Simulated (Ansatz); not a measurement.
## Swapping NH2 for F on Zr: the HOMO–LUMO gap

On one Zr centre, n of the NH2 ligands are replaced by F. The HOMO–LUMO gap y in eV at wB97M-V/def2-TZVPP. Shapes: PBE0-D4/def2-TZVP. Flexible molecules stand in one conformer, not always the lowest. Programs: Ansatz 0.2.0.

```
  molecule  n  y (eV)
  Zr(NH2)4  0   10.02
 Zr(NH2)3F  1       ?
Zr(NH2)2F2  2   10.53
      ZrF4  4   14.92
```

Q: Fit y = c + s·n to the known rows and predict Zr(NH2)3F.

A: 
1. Means of the 3 rows: n = 2.00000, y = 11.823.
2. Σ(Δn)² = 8, Σ(Δn·Δy) = 9.8, so the slope is 9.8/8 = 1.225.
3. Intercept: 11.823 − (1.225) × 2.00000 = 9.373. The largest residual of the fit is 1.29.
4. Zr(NH2)3F: 9.373 + (1.225) × 1 = 10.60 eV.

The run gave 10.21 eV, so the prediction is off by +0.39 eV, within the largest residual. The step per swap drifts from +0.19 to +2.20 eV. Other levels give for Zr(NH2)3F: r2SCAN-D4/def2-TZVPP 5.30; wB97X-V/def2-TZVPP 10.82 eV. Orbital gaps aren't excitation energies, and the LUMO depends on the basis. For atoms past krypton def2 sets carry core potentials with scalar relativity.

The gap rises with every fluoride added, but far from linearly: it barely moves while amide ligands remain and climbs to 14.92 eV in ZrF4. The likely reason is a change in the character of the HOMO. In a d0 Zr(IV) complex the empty frontier level is normally mainly Zr 4d, while the highest filled level comes from the ligand that holds its electrons least tightly. As long as one NH2 is present, that should be a nitrogen 2p lone pair, which fluorine's electron withdrawal lowers only modestly. Only when the last amide is gone does the HOMO have to fall to the much deeper fluorine 2p levels.

A straight line averages over these two regimes. The ZrF4 point steepens it so much that the prediction for Zr(NH2)3F, 10.60 eV, exceeds even the computed gap of Zr(NH2)2F2, so the error is systematic rather than scatter. By the same reasoning, the missing Zr(NH2)F3 should probably lie closer to the mixed complexes than to ZrF4.
